Dear colleague,

The formula I sent you for the discs etched through 1 µm of silicon nitride is wrong. It assumes a uniform flux, and for your smallest disc it gives a current 13 per cent too low. Below I repeat the attempt, marked as wrong, then the symptom, the faulty line, the mended calculation and the size of the error.

**Model and conventions.** The metal floor is a disc of radius $a$ at the bottom of a cylindrical hole of depth $L$ with a vertical insulating wall. The top of the nitride is the plane $z=0$, the solution fills $z>0$ and the hole, and $r$ is the distance from the axis. The reactant has bulk concentration $c^*$ and diffusion coefficient $D$, and takes up $n$ electrons. I assume excess supporting electrolyte, no convection, and a potential at which $c=0$ on the metal. At steady state $\nabla^2c=0$, with no normal flux through any insulator. The flux $j$ (mol m$^{-2}$ s$^{-1}$) is counted positive towards the metal, $J$ is the total in mol/s, and $I=nFJ$ is the magnitude of the current. I write every result as a dimensionless resistance,

$$\rho=\frac{nFDc^*a}{I},\qquad \lambda=\frac{L}{a}.$$

For numbers I take $a=2.5$ µm and $L=1$ µm, so $\lambda=0.4$, with $n=1$, $c^*=1$ mol/m$^3$ and $D=8\times10^{-10}$ m$^2$/s, an approximate value typical of hexaammineruthenium(III) in aqueous KCl. Then $nFDc^*a=0.19297$ nA. The digits serve the arithmetic only: all currents are the model's and scale with $D$, whereas $\rho$ and all ratios are independent of $D$.

## The wrong attempt

**This section is wrong; do not use its result.**

(W1) The wall is insulating and straight, so take the flux $j$ to be uniform over the floor and over the mouth of the hole.

(W2) In the hole the profile is then linear, and the concentration at the mouth is $c_m=jL/D$.

(W3) Outside, a surface element $dA$ is a point sink on an insulating plane and lowers the concentration at distance $s$ by $j\,dA/(2\pi Ds)$. At the centre of the mouth the deficit is
$$c^*-c_m=\int_0^a\frac{j\,2\pi s\,ds}{2\pi Ds}=\frac{ja}{D}.$$

(W4) Adding (W2) and (W3) gives $c^*=j(L+a)/D$, and with $I=nF\pi a^2j$,
$$I_{\rm wrong}=\frac{\pi nFDc^*a}{1+L/a},\qquad \rho_{\rm wrong}=\frac{1+\lambda}{\pi}.$$

For your disc $\rho_{\rm wrong}=0.4456$ and $I_{\rm wrong}=0.433$ nA. The deep limit $\pi a^2nFDc^*/L$ is the correct one-dimensional result, which is why I trusted it.

## The symptom

Evaluate the deficit away from the axis. Put the origin of polar coordinates $(s,\theta)$ at a point of the mouth at radius $r$. The distance to the rim is $s_{\max}=-r\cos\theta+(a^2-r^2\sin^2\theta)^{1/2}$, the cosine integrates to zero, and

$$c^*-c(r)=\frac{j}{2\pi D}\int_0^{2\pi}s_{\max}\,d\theta=\frac{2ja}{\pi D}\,E\!\left(\frac{r^2}{a^2}\right),$$

where $E(m)=\int_0^{\pi/2}(1-m\sin^2\theta)^{1/2}d\theta$. The deficit is $ja/D$ at the centre, $2ja/(\pi D)$ at the rim and $8ja/(3\pi D)$ on average over the area. With $j$ from (W4), the mouth concentration seen from outside is $c^*\lambda/(1+\lambda)=0.286\,c^*$ at the centre and $c^*[1-2/(\pi(1+\lambda))]=0.545\,c^*$ at the rim. Seen from inside, (W2) makes it $0.286\,c^*$ everywhere. The concentration jumps across the mouth, so this is no solution of the diffusion equation. At $L=0$ the contradiction is plainer: the rim of the metal would hold $(1-2/\pi)c^*=0.363\,c^*$ of unreduced reactant at a potential that consumes it completely.

You would see the symptom in a fit. Invert (W4) for the depth, $L_{\rm app}=a(\pi\rho-1)$. I show below that the true $\rho$ never exceeds $\lambda/\pi+8/(3\pi^2)$, so $L_{\rm app}\le L-0.151\,a$. The apparent depth falls short of the thickness of the film by an amount that grows with the radius, and for $L=1$ µm it is certainly negative once $a$ exceeds 6.6 µm.

## The faulty line

The fault is (W1). Steps (W2) and (W3) are each correct consequences of it. On any one surface we may prescribe the concentration or the normal flux, not both. The metal fixes $c=0$, and the flux distribution is then an output. A uniform mouth flux forces a uniform mouth concentration inside and a nonuniform one outside, and (W4) hid the mismatch by matching at one point, the point of deepest depletion. That choice overstates the outer resistance.

## The mended calculation

**Hemisphere.** For a metal hemisphere of radius $a$ on an insulating plane, $c$ depends only on the spherical radius $\varrho$. The equation $(\varrho^2c')'=0$ with $c(a)=0$ and $c(\infty)=c^*$ gives $c=c^*(1-a/\varrho)$. The flux $Dc^*/a$ acts on the area $2\pi a^2$:

$$I=2\pi nFDc^*a,\qquad\rho=\frac1{2\pi}.$$

Here symmetry makes uniform concentration and uniform flux compatible. A disc has no such symmetry.

**Inlaid disc.** For $L=0$ use oblate spheroidal coordinates, $r=a[(1+\xi^2)(1-\eta^2)]^{1/2}$ and $z=a\xi\eta$, with $\xi\ge0$ and $0\le\eta\le1$. The disc is $\xi=0$, where $\eta=(1-r^2/a^2)^{1/2}$, and the insulating plane is $\eta=0$. The axisymmetric Laplace equation reads

$$\partial_\xi[(1+\xi^2)\partial_\xi c]+\partial_\eta[(1-\eta^2)\partial_\eta c]=0 .$$

The normal derivative on the plane is proportional to $\partial_\eta c$, so a function of $\xi$ alone respects the insulator. It obeys $(1+\xi^2)c'=$ const, and the boundary values give $c=(2c^*/\pi)\arctan\xi$. On the disc $\partial_z=(a\eta)^{-1}\partial_\xi$, hence

$$j(r)=\frac{2Dc^*}{\pi(a^2-r^2)^{1/2}},\qquad I=nF\int_0^a j\,2\pi r\,dr=4nFDc^*a,\qquad\rho=\frac14 .$$

This is the result known under the name of Saito (1968). The flux at the centre is half the mean flux $4Dc^*/(\pi a)$, and it diverges integrably at the rim. The fraction of the current collected inside radius $r$ is $1-(1-r^2/a^2)^{1/2}$, so half of it enters outside $r=0.866\,a$, through a quarter of the area. At $L=0$ (W4) gives $\pi$ in place of 4, which is 21 per cent low. Matching the average deficit in place of the central one gives $3\pi^2/8=3.70$, still 7.5 per cent low.

**Recessed disc, series formula.** Assume now a uniform *concentration* $c_m$ over the mouth. The hole carries $J=\pi a^2Dc_m/L$ and the outside carries $J=4Da(c^*-c_m)$. Eliminating $c_m$,

$$I\approx\frac{4nFDc^*a}{1+4L/(\pi a)},\qquad\rho_0=\frac{\lambda}{\pi}+\frac14 ,$$

the formula of Bond and co-workers (1988). It is exact at $L=0$ and has the right deep limit. It is still an approximation: the concentration is continuous but the flux is not, being uniform just inside the mouth and peaked at the rim just outside. For your disc $\rho_0=0.1273+0.2500=0.3773$ and $I=0.511$ nA. To know how far this can be trusted I use two variational principles.

**Two principles.** Green's theorem gives $D\int|\nabla c|^2dV=c^*J$ for the true solution. Dirichlet's principle: any continuous trial concentration that vanishes on the metal and tends to $c^*$ has $D\int|\nabla c|^2dV\ge c^*J$, because the cross term with the true solution integrates to zero. It bounds $\rho$ from below. Thomson's principle: any divergence-free trial flux that carries the same $J$ and does not cross the insulators has $\int|\mathbf j|^2dV/D\ge c^*J$, for the same reason. It bounds $\rho$ from above.

The field behind the series formula is a Dirichlet trial field, so $\rho\ge\rho_0$. The field of (W1) has a continuous normal flux and is a legitimate Thomson trial field. Its outer energy is $\int j\,(c^*-c)\,dA$, that is $J$ times the *mean* deficit. Therefore

$$\frac{\lambda}{\pi}+\frac14\;\le\;\rho\;\le\;\frac{\lambda}{\pi}+\frac{8}{3\pi^2},\qquad\frac{8}{3\pi^2}=0.2702 .$$

My outer term $1/\pi=0.3183$ lies outside this window at every depth. Uniform flux is worth a bound when averaged properly, and never an equality. For $\lambda=0.4$ the window is 0.3773 to 0.3975. Both ends can be tightened. From here lengths are in units of $a$ and $D=1$. The solutions in the hole that vanish on the floor and have no flux through the wall are $z+\lambda$ and $J_0(k_mr)\sinh k_m(z+\lambda)$, where $J_0,J_1$ are Bessel functions and $J_1(k_m)=0$. The first zeros are $k_m=3.8317,\ 7.0156,\ 10.1735,\ 13.3237$. The functions $J_0(k_mr)$ are orthogonal on the mouth to each other and to a constant, with $\int_0^1J_0^2(k_mr)\,r\,dr=J_0^2(k_m)/2$.

**A better upper bound.** Take unit total flux, shared between the uniform and the inlaid-disc shape:

$$j(r)=\frac{1-\beta}{\pi}+\frac{\beta}{2\pi(1-r^2)^{1/2}},$$

and solve the Laplace equation on each side with this mouth flux. Outside, the second shape produces the uniform deficit $1/4$, so its energy with itself and its cross energy with the first shape both equal $1/4$. The outer energy is $1/4+(1-\beta)^2\gamma$ with $\gamma=8/(3\pi^2)-1/4=0.0202$. Inside, the mean flux costs $\lambda/\pi$. A component $f_mJ_0(k_mr)$ of the mouth flux raises the mouth concentration by $f_mJ_0(k_mr)\tanh(k_m\lambda)/k_m$ and costs $\pi J_0^2(k_m)f_m^2\tanh(k_m\lambda)/k_m$. With $\int_0^1J_0(kr)(1-r^2)^{-1/2}r\,dr=\sin k/k$ the coefficient is $f_m=\beta\sin k_m/[\pi k_mJ_0^2(k_m)]$. The extra inner energy is $\beta^2S$, and the minimum of $(1-\beta)^2\gamma+\beta^2S$ lies at $\beta=\gamma/(\gamma+S)$:

$$\rho\le\frac{\lambda}{\pi}+\frac14+\frac{\gamma S}{\gamma+S},\qquad S=\sum_{m=1}^\infty\frac{\sin^2k_m\,\tanh(k_m\lambda)}{\pi k_m^3J_0^2(k_m)} .$$

As $\lambda\to0$, $S\to0$ and $\beta\to1$, and the inlaid disc is recovered. For $\lambda=0.4$ the first four terms are 0.01288, 0.00454, 0.00225 and 0.00133. For the rest $\tanh\approx1$ and the terms approach $1/(4b_m^2)-3/(16b_m^3)$ with $b_m=(m+\tfrac14)\pi$, which sums to 0.0052 from $m=5$. So $S=0.0262$, $\beta=0.44$, the extra resistance is 0.0114 and $\rho\le0.3887$.

**A better lower bound.** Let $c^*=1$ and let the mouth concentration vary, $c(r)=1-A-BP_2(\eta)$ with $P_2(\eta)=(3\eta^2-1)/2=1-3r^2/2$. Outside, the deficit $P_2(\eta)$ continues as $P_2(\eta)q(\xi)/q(0)$ with $q=(3\xi^2+1)\,\mathrm{arccot}\,\xi-3\xi$, which solves the spheroidal equation, decays, and is even in $\eta$. Since $q(0)=\pi/2$ and $q'(0)=-4$, its flux is $(8/\pi)P_2/\eta$. With $r\,dr=-\eta\,d\eta$ its energy is $16\int_0^1P_2^2d\eta=16/5$, and the cross term with the uniform part vanishes because $\int_0^1P_2\,d\eta=0$. The outer energy is $4A^2+\tfrac{16}{5}B^2$. Inside, the area mean of $P_2$ is $1/4$, and $r^2$ has the coefficients $4/[k_m^2J_0(k_m)]$. A component $C_mJ_0(k_mr)$ of the mouth concentration costs $\pi J_0^2(k_m)C_m^2k_m\coth(k_m\lambda)$. The inner energy is $\pi(1-A-B/4)^2/\lambda+36\pi TB^2$. The total energy bounds $1/\rho$ from above, and minimising over $A$ and $B$ gives

$$\rho\ge\frac{\lambda}{\pi}+\frac14+\frac{1}{16\,(16/5+36\pi T)},\qquad T=\sum_{m=1}^\infty\frac{\coth(k_m\lambda)}{k_m^3}.$$

For $\lambda=0.4$ the first four terms are 0.01951, 0.00292, 0.00095 and 0.00042, and the tail $\sum_{m\ge5}b_m^{-3}$ is 0.0007. So $T=0.0245$, $36\pi T=2.77$, the extra resistance is 0.0105 and $\rho\ge0.3878$.

The exact solution of the model thus has $\rho$ between 0.3878 and 0.3887, to four figures, and a current between 0.496 and 0.498 nA.

## The size of the error

The last column compares each current with that of the midpoint $\rho=0.3883$; the half-width of the bracket is 0.1 per cent.

| treatment | $\rho$ | $I$ / nA | error / % |
|---|---|---|---|
| hemisphere, other geometry | 0.1592 | 1.21 | not applicable |
| inlaid disc, recess ignored | 0.2500 | 0.772 | +55 |
| series formula | 0.3773 | 0.511 | +3 |
| bracket of the exact solution | 0.3878 to 0.3887 | 0.498 to 0.496 | reference |
| uniform flux, mean deficit | 0.3975 | 0.485 | −2 |
| uniform flux, central deficit (W4) | 0.4456 | 0.433 | −13 |

A current of some tenths of a nanoampere is typical of a micrometre disc in a millimolar solution, and $D$ was chosen typical; the model is no prediction of your cell beyond that. The consequences for fitted quantities follow from the ratios. A diffusion coefficient extracted with (W4) comes out too high by the factor $0.4456/0.3883$, or 15 per cent. A depth extracted with (W4) would be $a(\pi\rho-1)=0.55$ µm for a film of 1 µm. The series formula returns $\pi a(\rho-\tfrac14)=1.09$ µm, because it books the extra resistance at the mouth as depth.

Uniform flux does less harm here than on a flat disc, 13 against 21 per cent, for two reasons. The larger is dilution by the common term $\lambda/\pi$: with the outer resistance kept at $1/4$ the error would be $1-0.3773/0.4456$, or 15 per cent. The step from 15 to 13 per cent comes from the redistribution of flux at the mouth. The recess makes the true mouth flux more nearly uniform and raises the resistance beyond $\lambda/\pi$ from $1/4$ to 0.261, so the excess of the term $1/\pi$ in (W4) shrinks from 0.068 to 0.057. The optimum $\beta=0.44$ says that the mouth flux lies between the two shapes. This fits the local geometry: the solution fills an angle $3\pi/2$ between two insulating faces at the lip, so $c$ varies as the power $\pi/(3\pi/2)=2/3$ of the distance $d$ from the lip, and the flux diverges as $d^{-1/3}$, more weakly than the $d^{-1/2}$ of the inlaid disc.

## The sheath, and other terms of the same size

Every formula above also assumes that the insulating plane is infinite. What matters is the lateral radius $b$ of the nitride around the hole, not its thickness of 1 µm, which enters only as $L$. If the nitride is cut into a narrow mesa, or the disc sits near a diced edge, reactant arrives from below the plane and the current rises. The Thomson trial flux stays in $z>0$ and remains admissible, so the upper bound on $\rho$ survives. For the lower bound, set the trial concentration to $c^*$ outside the spheroid $\xi_b$ that meets the plane at $r=b$, where $a^2(1+\xi_b^2)=b^2$. The uniform part then has the resistance $\arctan(\xi_b)/(2\pi)$, which is $1/4$ reduced by

$$\Delta\rho=\frac{1}{2\pi}\arcsin\frac ab .$$

The energy of the $P_2$ part changes only at relative order $(a/b)^5$, because the decaying solution falls as $\xi^{-3}$ and its growing partner rises as $\xi^2$. For a mesa with $b=25$ µm, $\Delta\rho=0.016$, the bracket widens to 0.372 to 0.389, and the current could reach 0.519 nA, 4 per cent above the midpoint. This ceiling is generous, since the solution beyond the edge is not at bulk concentration, but it rivals the 3 per cent error of the series formula and works against it. With $b=1$ mm the ceiling is 0.1 per cent and the infinite plane is safe.

Two more terms compete with that 3 per cent. The first is time. After a potential step a hemisphere of radius $r_e$ carries $I(t)=I_\infty[1+r_e/(\pi Dt)^{1/2}]$. At long times the depleted zone is far larger than the electrode and feels only its total sink strength, so the leading correction holds for the recessed disc with the radius of equal steady current, $r_e=a/(2\pi\rho)=1.02$ µm. The excess is 2.0 per cent at 1 s and 0.6 per cent at 10 s. The second is the film. The hole supplies the fraction $0.1273/0.3883=0.33$ of the resistance, so a relative uncertainty in $L$ passes into the current with a weight of about one third. A sloped wall or metal on the wall changes the boundary problem itself and is not covered by these bounds.

For your fits, use the series formula where 3 per cent is tolerable, and otherwise add the mouth term, 0.011 at $\lambda=0.4$, evaluating $S$ and $T$ afresh for each radius. A plot of $nFDc^*a/I-L/(\pi a)$ against $L/a$ tests the whole picture: for a wide sheath at steady state every point must lie between 0.2500 and 0.2702, whereas (W4) would put them all at 0.3183.